**Why the ⁵D levels of osmium are computed too high**

The table holds measured 5d⁶6s² levels of Os and the errors of OpenMolcas CASSCF, MS-CASPT2 and SS-CASPT2 with a 5d active shell (ANO-R1, X2C, spin-orbit state interaction). The program builds the full d⁶ spin-orbit matrix from the term energies of the same calculations, with ζ fixed by their spin-orbit lowering, and reproduces the computed ⁵D levels to 25 to 64 cm⁻¹ rms. It then varies ζ, the ³P(1) term energy or a common scale of all term gaps, each alone and then ζ together with either of the others, to cancel the four ⁵D errors. Lowering ³P(1) is the best single change (82 and 124 cm⁻¹ rms from CASSCF and MS-CASPT2), though ζ and scale together come close from MS-CASPT2. The held-out ³P J = 2 level stays too high in every fit, by about 2400 cm⁻¹ when only ³P(1) is moved.

Os atom, OpenMolcas 26.06: state-averaged CASSCF and CASPT2 (IPEA shift 0.25 Ha, imaginary shift 0.1 Ha), active shell in brackets, with X2C, the ANO-R1 basis, a finite nucleus and spin-orbit coupling by RASSI with atomic mean-field integrals. Computed levels are paired with NIST's measured ones by configuration, term and J, and both are counted from the measured ground level.

## Analysis program

```python
# Table: Os 5d6 6s2 levels (cm-1), measured (NIST) and errors of OpenMolcas CASSCF, MS-/SS-CASPT2 (5d active, ANO-R1, X2C, SO state interaction).
# Tested: are the errors due to (A) zeta, (B) a too high 3P(1) term, (C) all term gaps too wide? Model: d6 spin-orbit matrix.
T = {
    'level': ['5d6.6s2 5D 4', '5d6.6s2 5D 2', '5d6.6s2 5D 3', '5d6.6s2 5D 1', '5d6.6s2 5D 0', '5d6.6s2 3P(1) 2'],
    'measured': [0, 2740, 4159, 5766, 6093, 10166],  # 1/cm
    'err_casscf_5d': [0, 2230, 40, 1010, 1160, 7790],  # 1/cm
    'err_ms_caspt2_5d': [0, 1270, 230, 690, 730, 4290],  # 1/cm
    'err_ss_caspt2_5d': [0, 1230, 220, 650, 660, 4290],  # 1/cm
}
import numpy as np
from itertools import combinations
from scipy.optimize import brentq, least_squares
from sympy.physics.wigner import wigner_3j as w3
J = np.array([int(s.split()[-1]) for s in T['level']]); rt = [int('3P' in s) for s in T['level']]
meas = np.array(T['measured'], float); f = lambda a: ' '.join('%6.0f' % x for x in a[1:]); rms = lambda a: np.sqrt(np.mean(a[1:5]**2))
err = {m: np.array(T['err_'+k+'_5d'], float) for m, k in [('CAS', 'casscf'), ('MS', 'ms_caspt2'), ('SS', 'ss_caspt2')]}
# term energies and spin-orbit lowering (cm-1): further outputs of the same runs
names = '5D1 3H1 3P1 3F1 3G1 1I1 1G1 3D1 1S1 1D1 1F1 3F2 3P2 1G2'.split(); low = {'CAS': 5312, 'MS': 5674, 'SS': 5661}
tm = {'CAS': np.array([0, 15112, 16999, 17368, 18871, 22649, 24015, 24133, 27897, 29557, 33893, 39923, 40292, 45271.]),
      'MS': np.array([0, 14339, 11864, 14496, 16988, 21535, 21269, 20401, 23545, 22216, 27627, 34637, 33421, 39371.]),
      'SS': np.array([0, 14339, 11875, 14499, 16988, 21535, 21278, 20401, 23545, 22216, 27627, 34635, 33411, 39362.])}
c = dict(zip(names, tm['CAS'])); B = (c['3G1']-c['3H1'])/5   # Racah: 3G-3H=5B; 3P gap^2=912B^2-24BC+9C^2
C = 4*B/3+np.sqrt(16*B*B/9+((c['3P2']-c['3P1'])**2-912*B*B)/9); F4 = 441*C/35; r = F4/(49*(B+C/7))
dets = [sum(1 << i for i in k) for k in combinations(range(10), 6)]; ix = {d: i for i, d in enumerate(dets)}
E = np.zeros((10, 10, 210, 210))
for d in dets:
    for q in range(10):
        for p in range(10):
            x = d ^ (1 << q)
            if d >> q & 1 and not x >> p & 1:
                E[p, q, ix[x | 1 << p], ix[d]] = (-1)**((d & ((1 << q)-1)).bit_count()+(x & ((1 << p)-1)).bit_count())
op = lambda a, b: np.tensordot(np.kron(a, b), E, 2); sq = lambda z, p: z@z+z+p.T@p
ml = np.arange(-2, 3); lz = np.diag(ml*1.); lp = np.diag(np.sqrt(6.-ml[:-1]*(ml[:-1]+1)), -1)
sz = np.diag([.5, -.5]); sp = np.array([[0, 1.], [0, 0]]); I2, I5 = np.eye(2), np.eye(5)
Lz, Lp, Sz, Sp = op(lz, I2), op(lp, I2), op(I5, sz), op(I5, sp)
Ck = lambda k, q: np.array([[float((-1)**abs(a)*5*w3(2, k, 2, 0, 0, 0)*w3(2, k, 2, -a, q, b)) for b in range(-2, 3)] for a in range(-2, 3)])
Hk = lambda k: sum(t@t.T for t in (op(Ck(k, q), I2) for q in range(-k, k+1)))/2
sel = np.where(abs(np.diag(Lz+Sz)) < 1e-9)[0]; cut = lambda A: A[np.ix_(sel, sel)]   # M_J = 0
L2, S2, J2 = cut(sq(Lz, Lp)), cut(sq(Sz, Sp)), cut(sq(Lz+Sz, Lp+Sp))
V = np.linalg.eigh(cut(Hk(2)+r*Hk(4))+10*L2+1000*S2)[1]; keys, cnt = [], {}
for v in V.T:
    mu = round(np.sqrt(1+4*v@S2@v)); L = round((np.sqrt(1+4*v@L2@v)-1)/2); b = str(mu)+'SPDFGHI'[L]
    keys.append(b+str(1+cnt.get(b, 0)//min(mu, 2*L+1))); cnt[b] = cnt.get(b, 0)+1
V = V[:, [k in names for k in keys]]; ki = np.array([names.index(k) for k in keys if k in names])
ls = V.T@cut(op(lz, sz)+.5*(op(lp, sp.T)+op(lp.T, sp)))@V; j2 = V.T@J2@V
def lev(t, z):
    w, U = np.linalg.eigh(np.diag(t[ki])+z*ls+1e6*j2); jj = np.rint(np.diag(U.T@j2@U)); e = w-1e6*jj
    i = [np.where(jj == j*(j+1))[0][k] for j, k in zip(J, rt)]
    return e[i]-e[i[0]], e[i[0]], [100*(U[ki == n][:, i]**2).sum(0) for n in (0, 2)]
print('cm-1; columns 5D2 5D3 5D1 5D0 3P2; rms over the four 5D; rounding floor +-5; F4/F2 = %.3f' % r)
print('measured          ', f(meas), ' 5D2-5D3 %.0f' % (meas[1]-meas[2]))
g = (20-J*(J+1))/8.; z, base = {}, {}
for m in err:
    z[m] = brentq(lambda y: -lev(tm[m], y)[1]-low[m], 500, 8000); base[m], _, wt = lev(tm[m], z[m]); cal = meas+err[m]
    a = err[m][1:5]@g[1:5]/(g[1:5]@g[1:5])
    print(m, 'computed       ', f(cal), ' 5D2-5D3 %.0f, rms error %.0f' % (cal[1]-cal[2], rms(err[m])))
    print(m, 'Lande resid    ', f((err[m]-a*g)[:5]), ' dzeta %.0f rms %.0f' % (a, rms(err[m]-a*g)))
    print(m, 'model-computed ', f(base[m]-cal), ' zeta %.0f rms %.0f' % (z[m], rms(base[m]-cal)))
    print(m, 'model %5D      ', f(wt[0]), ' ground %.0f' % wt[0][0]); print(m, 'model %3P(1)   ', f(wt[1]))
print('MS-SS error       ', f(err['MS']-err['SS'])); print('error drop CAS>MS %', f(100*(1-err['MS']/np.where(err['CAS'] == 0, 1, err['CAS']))))
print('term drop CAS>MS %:', ' '.join('%s %.0f' % (names[i], 100*(1-tm['MS'][i]/tm['CAS'][i])) for i in (1, 2, 3, 4, 7)), '; 3P1 by %.0f' % (tm['CAS'][2]-tm['MS'][2]))
print('CAS>MS actual     ', f(err['MS']-err['CAS'])); P = np.arange(14) == 2
for n, t, y in [('zeta only', tm['CAS'], z['MS']), ('3P(1) only', np.where(P, tm['MS'], tm['CAS']), z['CAS']), ('other terms', np.where(P, tm['CAS'], tm['MS']), z['CAS']), ('all', tm['MS'], z['MS'])]:
    print(' model %-11s' % n, f(lev(t, y)[0]-base['CAS']))
print('fits to four 5D rows; residual vs measured; 3P2 held out (can mix with absent 5d7 6s)')
for m in ('CAS', 'MS'):
    for n, u in [('A zeta', [0]), ('B 3P1', [1]), ('C scale', [2]), ('A+B', [0, 1]), ('A+C', [0, 2])]:
        full = lambda x: np.array([dict(zip(u, x)).get(k, 0.) for k in range(3)])
        tr = lambda y: err[m]+lev(tm[m]*(1+y[2])+1e3*y[1]*P, z[m]+1e3*y[0])[0]-base[m]
        y = full(least_squares(lambda x: tr(full(x))[1:5], np.zeros(len(u)), jac='3-point').x)
        print('%-3s %-8s' % (m, n), f(tr(y)), ' rms %.0f dz %.0f d3P %.0f scale %.2f' % (rms(tr(y)), 1e3*y[0], 1e3*y[1], 1+y[2]))
assert len(ki) == 32   # the run lists 32 levels
assert meas[1] < meas[2] and (meas+err['CAS'])[1] > (meas+err['CAS'])[2] and (meas+err['MS'])[1] < (meas+err['MS'])[2]
assert all(np.argmax(e[:5]) == 1 and np.argmin(e[1:5]) == 1 for e in err.values())   # worst J=2, best J=3
```

Output:

```
cm-1; columns 5D2 5D3 5D1 5D0 3P2; rms over the four 5D; rounding floor +-5; F4/F2 = 0.654
measured             2740   4159   5766   6093  10166  5D2-5D3 -1419
CAS computed          4970   4199   6776   7253  17956  5D2-5D3 771, rms error 1355
CAS Lande resid       1193   -553   -324   -322  dzeta 593 rms 696
CAS model-computed     -31     -0    -21    -32    -50  zeta 3221 rms 25
CAS model %5D           80     95     89     87     19  ground 89
CAS model %3P(1)        15      0      9     10     68
MS computed          4010   4389   6456   6823  14456  5D2-5D3 -379, rms error 818
MS Lande resid        606   -149   -163   -218  dzeta 379 rms 341
MS model-computed     -79     -9    -53    -87    -27  zeta 3225 rms 64
MS model %5D           63     93     82     80     35  ground 86
MS model %3P(1)        28      0     15     15     55
SS computed          3970   4379   6416   6753  14456  5D2-5D3 -409, rms error 778
SS Lande resid        606   -137   -153   -232  dzeta 357 rms 340
SS model-computed     -38     -8    -22    -25    -34  zeta 3220 rms 25
SS model %5D           63     93     83     80     35  ground 86
SS model %3P(1)        28      0     15     15     55
MS-SS error            40     10     40     70      0
error drop CAS>MS %     43   -475     32     37     45
term drop CAS>MS %: 3H1 5 3P1 30 3F1 17 3G1 10 3D1 15 ; 3P1 by 5135
CAS>MS actual        -960    190   -320   -430  -3500
 model zeta only        3      6      7      7      5
 model 3P(1) only   -1059     -0   -605   -630  -3502
 model other terms     68    175    244    155  -1093
 model all          -1007    181   -352   -485  -3477
fits to four 5D rows; residual vs measured; 3P2 held out (can mix with absent 5d7 6s)
CAS A zeta     1558   -897   -213    -88   7048  rms 907 dz -604 d3P 0 scale 1.00
CAS B 3P1        73     40   -140    -13   2406  rms 82 dz 0 d3P -8309 scale 1.00
CAS C scale     517    948   1064    419   2920  rms 786 dz 0 d3P 0 scale 0.51
CAS A+B          41     88   -106     21   2456  rms 73 dz 30 d3P -8381 scale 1.00
CAS A+C         276    132    107   -353   1473  rms 240 dz -439 d3P 0 scale 0.48
MS  A zeta     1116   -391    -21     56   3433  rms 592 dz -371 d3P 0 scale 1.00
MS  B 3P1       -51    230     40     67   2350  rms 124 dz 0 d3P -3703 scale 1.00
MS  C scale     258    679    699    333   2873  rms 531 dz 0 d3P 0 scale 0.71
MS  A+B          42     90    -63    -24   2190  rms 60 dz -82 d3P -3506 scale 1.00
MS  A+C         149    114     55   -211   1763  rms 144 dz -318 d3P 0 scale 0.69
```
